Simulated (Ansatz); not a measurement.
How basis sets differ on TiH2SCl2O (SMILES [OH][Ti]([SH])([Cl])[Cl])

TiH2SCl2O: 7 atoms, total charge 0, spin state singlet. As SMILES, `[OH][Ti]([SH])([Cl])[Cl]`. The shape is that of a PBE0-D4/def2-TZVP optimisation. This is one conformer, not always the lowest.

```xyz
7

O    -1.3773    0.5587    0.8623
Ti   -0.1352    0.0385   -0.2459
S     1.3777   -1.0258    1.0661
Cl   -0.9056   -1.3416   -1.7641
Cl    0.8230    1.7398   -1.2321
H    -1.8639    1.2723    1.2758
H     2.1424   -1.3099   -0.0079
```

Quantity: the dipole moment, in D. The values are calculated.

| level | kind | program | value (D) |
| --- | --- | --- | --- |
| HF/STO-3G | Hartree–Fock | Ansatz | 2.88 |
| HF/3-21G | Hartree–Fock | Ansatz | 2.88 |
| HF/6-31G | Hartree–Fock | Ansatz | 2.27 |
| HF/def2-SVP | Hartree–Fock | Ansatz | 1.87 |

The values span 1.87 to 2.88 D. Sets without polarisation functions give poor dipoles.

The dipole moment falls from 2.88 D with STO-3G and 3-21G to 1.87 D with def2-SVP. Because the geometry is fixed, this change reflects the electron density alone. Formally d0 Ti(IV) binds four electronegative ligands in a roughly tetrahedral arrangement, so large bond dipoles partly cancel, and the small resultant is sensitive to how each basis describes charge transfer and lone pairs. Ligand-to-metal π donation into the empty Ti 3d shell opposes the ionic polarisation; the wide Ti–O–H angle, in contrast to the nearly right angle at sulfur, suggests that it matters most for the hydroxide. A more flexible basis can balance these contributions better, which probably explains the lower def2-SVP value.

The identical STO-3G and 3-21G results are no sign of convergence, since a minimal and a split-valence set distort the density differently and can agree by cancellation. Nor can the drop from 6-31G to def2-SVP be assigned to polarisation functions alone, as the underlying valence and metal functions change too.
